\textbf{Seminar: carbon from Rayleigh to Thomson scattering}

I use Gaussian units, time dependence $e^{-i\omega t}$, a fixed nucleus and nonrelativistic electrons (corrections of order $(Z\alpha)^2=0.002$). The elastic amplitude is $-r_e f\,\boldsymbol\epsilon\cdot\boldsymbol\epsilon'^*$, keeping the scalar part for the $^3P$ ground term, so $\sigma=|f|^2\sigma_T$ with $\sigma_T=8\pi r_e^2/3=0.665$ b. In the dipole Kramers--Heisenberg--Waller amplitude the $A^2$ vertex gives $N$; the direct and crossed $\mathbf p\cdot\mathbf A$ diagrams subtract:
\begin{equation}
f=N-\frac{1}{m\hbar}\sum_n|\langle n|P_z|0\rangle|^2\left[\frac{1}{\omega_n-\omega-i0}+\frac{1}{\omega_n+\omega}\right].
\end{equation}
Insert $\langle n|P_z|0\rangle=im\omega_n z_{n0}$, the oscillator strengths $g_n=2m\omega_n|z_{n0}|^2/\hbar$, and the Thomas--Reiche--Kuhn rule $\sum_n g_n=N$, continuum included:
\begin{equation}
f=N-\sum_n\frac{g_n\omega_n^2}{\omega_n^2-\omega^2-i0}=-\omega^2\sum_n\frac{g_n}{\omega_n^2-\omega^2-i0}\equiv f_1-if_2 .
\end{equation}
Far below all lines, $\alpha_d=(e^2/m)\sum_n g_n/\omega_n^2$ gives $r_ef=-\alpha_d\omega^2/c^2$, and hydrogenic 1s has $\alpha_d=\frac92a_0^3/Z^4$:
\begin{equation}
\sigma=\frac{8\pi}{3}\alpha_d^2\left(\frac{\omega}{c}\right)^4,\qquad
\sigma_{1s}=\frac{81}{64}\,\sigma_T\left(\frac{\hbar\omega}{Z^2\,\mathrm{Ry}}\right)^4 .
\end{equation}
Far above all lines $f\to N$, which for carbon means $36\,\sigma_T=24$ b.

\emph{Question: how far above the K edge is far?}

Take four free valence electrons and spread the K strength 2 over $dg/d\omega=4\omega_K^2/\omega^3$ above an approximate free-atom edge $\hbar\omega_K=300$ eV. With $x=\omega/\omega_K$ the integral is elementary:
\begin{equation}
f_1=6+\frac{2\ln|x^2-1|}{x^2},\qquad f_2=\frac{2\pi}{x^2}\,\theta(x-1).
\end{equation}
The excess over 6 decays only as $\ln x^2/x^2$.

\emph{Question: does the dipole approximation last that long?}

Barely. In the $A^2$ term $N$ becomes the form factor $N-q^2R^2/6$, with $q^2=2k^2(1-\cos\vartheta)$, $k=\omega/c$ and $R^2=\sum_i\langle r_i^2\rangle$, approximately $14\,a_0^2$. The Thomson weight $\frac38(1+\cos^2\vartheta)$ is even in $\cos\vartheta$, so to first order in $k^2$
\begin{equation}
\sigma/\sigma_T=|f|^2-\Delta,\qquad \Delta=\tfrac23 f_1k^2R^2 .
\end{equation}
The K-shell dispersion term stays dipolar, since $ka_0/6=0.05$ at 1200 eV. The two optical rows use the Rayleigh law, with $Z=6$ for the ion and an approximate $\alpha_d=11.3\,a_0^3$ for the atom.

\begin{center}
\begin{tabular}{lrrrrrr}
target & $\hbar\omega$ (eV) & $f_1$ & $f_2$ & $|f|^2$ & $\Delta$ & $\sigma/\sigma_T$\\ \hline
C$^{5+}$ & 2 & $-1.9\times10^{-5}$ & 0 & & & $3.5\times10^{-10}$\\
C & 2 & $-0.06$ & 0 & & & $4\times10^{-3}$\\
C & 150 & 3.7 & 0 & 14 & 0.06 & 14\\
C & 450 & 6.2 & 2.8 & 46 & 0.8 & 45\\
C & 600 & 6.5 & 1.6 & 45 & 1.6 & 44\\
C & 900 & 6.5 & 0.7 & 42 & 3.5 & 39\\
C & 1200 & 6.3 & 0.4 & 40 & 6.1 & 34\\
\end{tabular}
\end{center}

The trend sits in one factor: each oscillator contributes $g_n\omega^2/(\omega^2-\omega_n^2)$. For $\omega\ll\omega_n$ this is small and negative, and the stiffer target scatters less, hence seven orders of magnitude between ion and atom. At 150 eV the valence shell counts while the K shell still subtracts, so $f_1<4$. For $\omega>\omega_n$ the factor exceeds $g_n$, so $f_1$ overshoots 6 once most K strength lies below $\omega$, and the absorptive part $f_2$ adds in quadrature. Meanwhile $\Delta$ grows roughly as $\omega^2$. The model passes 36 near 1.1 keV because a dispersion excess of about 5 cancels a size loss of about 5. Carbon shows no clean $N^2$ plateau.

\emph{Question: which digits do you trust?}

At 2 eV the atom's lowest allowed line, at approximately 7.5 eV, has $(\omega/\omega_n)^2=0.07$, so that cross section gets one figure. At 1200 eV the $k^4$ terms add about 0.9, estimated with four valence orbitals of radial shape $re^{-\zeta r}$ and $\langle r^2\rangle=3.5\,a_0^2$. The power law puts too much strength at threshold: just above the edge $f_2$ is too high by tens of per cent for real carbon, and the logarithmic divergence belongs to the sharp step. At 150 eV valence dispersion and absorption are missing, and $\sigma$ is too low by tens of per cent.

\emph{Question: and at hard x-ray energies?}

Once $k$ exceeds the inverse shell radii, the form factor confines coherent scattering to forward angles. Inelastic $A^2$ scattering takes over, and for $\hbar\omega\ll mc^2$ elastic plus inelastic scattering tends to $N\sigma_T$, the sum over independent electrons.